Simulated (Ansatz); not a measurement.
**Ligand exchange: C4H10BCl + C2H6OSi → C4H11BO + C2H5ClSi**

Species: C4H10BCl (chlorodiethylborane) `CCB(Cl)CC`, singlet; C2H6OSi `C=C[SiH2]O`, singlet; C4H11BO `CCB(O)CC`, singlet; C2H5ClSi `C=C[SiH2]Cl`, singlet. The partners trade Cl for OH: B–Cl and Si–OH bonds give way to B–OH and Si–Cl.

Shapes, held fixed at every level: PBE0-D4/def2-TZVP. Flexible molecules stand in one conformer, not always the lowest. Programs: Ansatz 0.2.0. Electronic energies: no zero-point or thermal term.

```json
{"level": "SPW92/def2-TZVPP", "kind": "LDA", "ΔE (kJ/mol)": "-39.4", "CPU time (sum over the molecules)": "27 s"}
{"level": "BHLYP-D4/def2-TZVPP", "kind": "global hybrid", "ΔE (kJ/mol)": "-39.9", "CPU time (sum over the molecules)": "61 s"}
{"level": "PBE0-D4/def2-TZVPP", "kind": "global hybrid", "ΔE (kJ/mol)": "-41.5", "CPU time (sum over the molecules)": "59 s"}
{"level": "r2SCAN0-D4/def2-TZVPP", "kind": "global hybrid", "ΔE (kJ/mol)": "-38.1", "CPU time (sum over the molecules)": "93 s"}
{"level": "wB97M-V/def2-TZVPP", "kind": "range-separated hybrid", "ΔE (kJ/mol)": "-40.3", "CPU time (sum over the molecules)": "3.7 min"}
{"level": "MP2/def2-SVP", "kind": "perturbation theory", "ΔE (kJ/mol)": "-48.9", "CPU time (sum over the molecules)": "–"}
{"level": "MP2/def2-TZVPP", "kind": "perturbation theory", "ΔE (kJ/mol)": "-36.5", "CPU time (sum over the molecules)": "–"}
```

MP2/def2-TZVPP gives ΔE = -36.5 kJ/mol; the levels span -48.9 to -36.5. The median of the levels is -39.9. No measured value is set beside it here. Times are processor times on shared x86 and Arm servers, and rough.

Exchange of Cl for OH is downhill at every level, so boron's preference for hydroxide over chloride exceeds silicon's in this pair. Both elements form strong, polar bonds to oxygen, so the energy reflects a difference between two oxophilicities. The likely deciding factor is π donation: tricoordinate boron has an empty 2p orbital that overlaps well with an oxygen 2p lone pair and less well with the more diffuse 3p lone pair of chlorine. Silicon in the silanol has no comparable low-lying empty p orbital and gains less from such donation.

The number and broad type of bonds are retained, which probably lets much of the error cancel and explains why even the LDA falls among the hybrids. The larger sensitivity is to basis set: MP2 moves from -48.9 to -36.5 kJ/mol between def2-SVP and def2-TZVPP, suggesting that the smaller set describes the polar bonds and lone pairs unevenly. The direction of exchange is therefore well supported, but a ranking of the functionals is not. Nothing here shows how easily the exchange proceeds, since no barrier was computed.
